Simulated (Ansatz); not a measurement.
A series in volume scale on Sb

Periodic Kohn-Sham DFT of a crystal at fixed atoms, scaled to volume_scale times the given cell; pressure positive in compression, energy less spherical unpolarised free atoms, largest_vzz the field gradient of largest size among the nuclei. The results are calculated, by Ansatz 0.2.0.

The cell before it is scaled or strained (space group Pm-3m, No. 221):
```
CELL_PARAMETERS angstrom
3.16000 0.00000 0.00000
0.00000 3.16000 0.00000
0.00000 0.00000 3.16000
ATOMIC_POSITIONS crystal
Sb 0.00000 0.00000 0.00000
```

Settings of every row: method all-electron LAPW; functional PBEsol; relativity scalar; k mesh 12x12x12; filling fermi-dirac; smearing width 0.08 eV; basis error target 1 meV/atom; nucleus gaussian.

Atom start moment: 0 on all atoms.

Limits: no spin-orbit coupling on heavy atoms.

| row | volume scale | V (Å³/atom) | pressure (GPa) | energy less free atoms (eV/atom) |
| --- | --- | --- | --- | --- |
| 1 | 0.94 | 29.661 | -1.815 | -4.5083 |
| 2 | 0.96 | 30.292 | -2.86 | -4.4991 |
| 3 | 0.98 | 30.923 | -3.788 | -4.4859 |
| 4 | 0.99 | 31.239 | -4.212 | -4.478 |
| 5 | 1 | 31.554 | -4.612 | -4.4693 |
| 6 | 1.01 | 31.87 | -4.989 | -4.4599 |
| 7 | 1.02 | 32.186 | -5.344 | -4.4497 |
| 8 | 1.04 | 32.817 | ? | ? |
| 9 | 1.06 | 33.448 | -6.569 | -4.4025 |

Question: what pressure and energy less free atoms should row 8 give?

Worked fit of pressure. Take u = (V_r/V)^(2/3) − 1 with V_r = 31.396 Å³ an atom, which is twice the finite (Eulerian) strain; such expansions in the strain, on which the Birch-Murnaghan equation of state is built, carry the rest volume and the bulk modulus. The shown rows have u = 0.03863, 0.02415, 0.01017, 0.00335, -0.00334, -0.00994, -0.01643, -0.04133. Least squares give pressure = −4.4145 + 59.661 × u + 190.13 × u² + 191 × u³ GPa; a parabola predicts inner rows, each left out in turn, worse (root mean square 0.003 against 0.00038 GPa). All shown rows lie on it to the printed digit. The withheld row has u = -0.02908, so the fit gives −4.4145 + 59.661 × (-0.02908) + 190.13 × (-0.02908)² + 191 × (-0.02908)³ = -5.993 GPa.

The calculation gave -5.993 GPa. The fit meets it to the printed digit.

Worked fit of energy less free atoms. Take u = (V_r/V)^(2/3) − 1 with V_r = 31.396 Å³ an atom, which is twice the finite (Eulerian) strain; such expansions in the strain, on which the Birch-Murnaghan equation of state is built, carry the rest volume and the bulk modulus. The shown rows have u = 0.03863, 0.02415, 0.01017, 0.00335, -0.00334, -0.00994, -0.01643, -0.04133. Least squares give energy less free atoms = −4.47379 − 1.2957 × u + 10.39 × u² eV/atom; a straight line predicts inner rows, each left out in turn, worse (root mean square 0.005 against 5e-05 eV/atom). The rows lie off it by 0.0000, -0.0001, 0.0000, 0.0000, 0.0000, 0.0000, 0.0000, 0.0000. The withheld row has u = -0.02908, so the fit gives −4.47379 − 1.2957 × (-0.02908) + 10.39 × (-0.02908)² = -4.4273 eV/atom.

The calculation gave -4.4273 eV/atom. The fit meets it to the printed digit.
